Response of the delta-function thermoelectric optimum to changes in a peak-plus-background model

Question

A transport distribution Σ(E) = W δ(E − E0) + Σc has a 1 % constant background, at T = 300 K and lattice conductivity κL = 1 W/mK. One quantity is changed at a time. In which direction and how far does zT move?

Conventions

Σ is in S/cm and σ = ∫ Σ (−∂f/∂E) dE. With x = (E − μ)/kBT, D(x) = 1/[4 cosh²(x/2)] and Ln = ∫ Σ D xⁿ dx,

σ = L0, S = −(kB/e) L1/L0, κe = κ0 − S²σT, κ0 = (kB/e)² T L2, zT = S²σT/(κe + κL).

The peak lies above μ, at b = (E0 − μ)/kBT > 0, so S is negative and |S| is quoted. The peak scale is σp = W/kBT, and "1 %" means η = Σc/σp = 0.01. The input σp = 10⁵ S/cm, hence Σc = 10³ S/cm, is illustrative. With kBT = 25.85 meV, W = 2585 S cm⁻¹ eV and α = (kB/e)² T σp/κL = 22.28. All values of zT below are the model's and belong to no material.

Statements

1. For any Σ ≥ 0, zT ≤ κ0/κL, with equality only for a single delta peak, where κe = 0 (Mahan and Sofo, 1996). At fixed W the best b solves b tanh(b/2) = 2, so b = 2.40, E0 − μ = 62 meV and |S| = 207 µV/K. Here zT = 0.439 α = 9.78.

2. With the background, and with u = 1/D(b) and p = ηπ²/3 + 1/α,

1/zT = ηu + p u (1 + ηu)/b².

3. The reference case has its optimum at b = 1.85 (48 meV), with D = 0.117, σ = 1.27×10⁴ S/cm, |S| = 147 µV/K, κe = 1.436 W/mK and zT = 3.39. The background carries 8 % of σ.

4. With μ re-optimised, the logarithmic derivatives of zT are −0.411 for κL, −0.645 for Σc and +1.056 for W.

Responses by reasoning

Background removed. The background lowers |S| only from (kB/e) b = 159 µV/K to 147 µV/K, but it supplies all of κe: its own Wiedemann-Franz part, 0.733 W/mK, and 0.703 W/mK from current circulating between a channel with finite S and one with S = 0. Removing it should raise zT about threefold.

κL halved. The pure peak would double its zT. Here κL is only the fraction 0.411 of κe + κL = 2.436 W/mK, and the power law gives 3.39 × 2^0.411 = 4.50. The fraction shrinks as κL falls, so the true gain is smaller, and zT stays finite at κL = 0. Doubling all relaxation times scales W and Σc together, doubles α at fixed η, and has the same effect as halving κL.

Σc doubled. The power law gives 3.39 × 2^(−0.645) = 2.17. The share of κe in the heat conduction grows with η, so the true loss is larger. The term ηu rises steeply with b and pulls the optimum towards μ.

W doubled at fixed Σc. Now α doubles and η halves, the two derivatives add, and zT slightly more than doubles, to an estimated 7.04.

μ shifted. The first-order response vanishes at the optimum. The relative rise of 1/zT is 0.45 δb², so δb = ±0.55 (14 meV) gives 2.98 on either side. The cubic term makes the side of small b the worse one, in keeping with zT ∝ b² as b → 0.

T doubled at fixed W, Σc and κL. Since α = kB W/(e² κL), with W in energy units, does not contain T, the optimal zT of the pure peak does not change. But η = Σc kBT/W doubles, so heating to 600 K equals doubling the background. The value of b depends on what fixes μ. If the peak dominates the density of states, its filling 1/(e^b + 1), and with it b, stays constant at fixed doping. If other states pin μ, b halves and the loss is much larger. A lattice conductivity falling as 1/T, typical of crystals above the Debye temperature, offsets part of the loss and is listed as a separate row.

Half of the background removed. To first order in η, κe = (kB/e)² T Σc ∫ D (x − b)² dx over the background. At b = 1.85 the states above μ contribute 0.79 to the integral and those below 5.92, which is 88 % of the total. Removing the lower half should more than double zT. Removing the upper half removes little κe and leaves an unbalanced opposing thermopower, so the gain is slight.

Peak broadened. A symmetric line of rms width γ kBT adds spread in energy and shifts the thermally weighted centre towards μ. To leading order Δ ln zT = −1.48 γ², about −6 % for γ = 0.2 (5.2 meV).

Responses by calculation

Rows marked opt have μ re-optimised.

Change | b | estimate | zT | shift
reference, opt | 1.85 | – | 3.39 | –
Σc = 0, opt | 2.40 | – | 9.78 | +189 %
κL = 0.5 W/mK, opt | 1.77 | 4.50 | 4.28 | +26 %
κL = 0, opt | 1.63 | – | 5.88 | +74 %
Σc doubled, or 600 K, opt | 1.75 | 2.17 | 2.04 | −40 %
W doubled, opt | 1.86 | 7.04 | 6.97 | +106 %
μ lowered | 2.40 | 2.98 | 3.02 | −11 %
μ raised | 1.30 | 2.98 | 2.86 | −15 %
600 K, filling fixed | 1.85 | – | 2.03 | −40 %
600 K, μ pinned | 0.93 | – | 1.25 | −63 %
600 K, κL = 0.5 W/mK, opt | 1.70 | – | 2.37 | −30 %
background below μ removed | 1.85 | – | 7.78 | +130 %
background above μ removed | 1.85 | – | 3.54 | +5 %

Opening a gap below μ, at +130 %, gains more than removing the lattice conduction altogether, at +74 %.

Proofs

Bound. Let ξ = L1²/(L0 L2). Then S²σT = ξ κ0 and κe = (1 − ξ) κ0, so zT = ξ/(1 − ξ + κL/κ0), which increases with ξ. The Cauchy-Schwarz inequality for the functions 1 and x with the weight ΣD ≥ 0 gives L1² ≤ L0 L2, with equality only if x takes one value on the support of Σ. Hence ξ ≤ 1 and zT ≤ κ0/κL.

Pure peak. Ln = σp bⁿ D(b), so zT = α b² D and |S| = (kB/e) b. Since D′ = −D tanh(b/2), the derivative of ln(b² D) is 2/b − tanh(b/2), which vanishes at b = 2.40. There D = [1 − tanh²(b/2)]/4 gives b² D = (b² − 4)/4 = 0.439.

Background. The integrals of D, xD and x²D over all x are 1, 0 and π²/3. In units of σp the moments are I0 = D + η, I1 = bD and I2 = b²D + ηπ²/3, and

zT = I1²/(I0 I2 − I1² + I0/α).

The denominator equals η b² D + p (D + η). Division by b²D² yields statement 2. In the same way I2 − I1²/I0 = ηπ²/3 + b² Dη/(D + η), and multiplication by ακL gives the two parts of κe.

Derivatives. Let G = 1/zT. At the optimum ∂G/∂b = 0, so the shift of b does not enter at first order and partial derivatives suffice. At fixed b, zT ∝ 1/(κe + κL), which gives −κL/(κe + κL) = −0.411. For η,

∂ ln zT/∂ ln η = −η zT [u + (π²/3) u (1 + ηu)/b² + p u²/b²] = −0.645.

As α ∝ W and η ∝ 1/W, the derivative for W is 0.411 + 0.645 = 1.056. The coefficient 0.45 is G″/2G at the optimum. The rows marked opt are roots of ∂G/∂b = 0.

Half background. Over x > 0 the integrals of D, xD and x²D are 1/2, ln 2 and π²/6, and over x < 0 the second changes sign. Thus I0 = D + η/2, I1 = bD ± η ln 2, I2 = b²D + ηπ²/6, and ∫ D (x − b)² dx = π²/6 ∓ 2b ln 2 + b²/2, with the upper sign when the upper half is kept. The exact κe is 0.175 W/mK with the upper half kept and 1.27 W/mK with the lower half kept.

Broadening. Averaging xⁿD over the line adds (γ²/2) d²(bⁿD)/db² to In. The numerator I1² then changes by the fraction −0.49 γ² and the denominator by +0.99 γ².

Limits

The analysis holds in linear response, with κL independent of the electronic structure and Σ(E) independent of μ and T. A strictly flat band has zero group velocity, so a delta peak of finite W idealises a narrow band or resonance. The expansion in γ needs a finite second moment. A Lorentzian line has none, and its moments In must be integrated in full.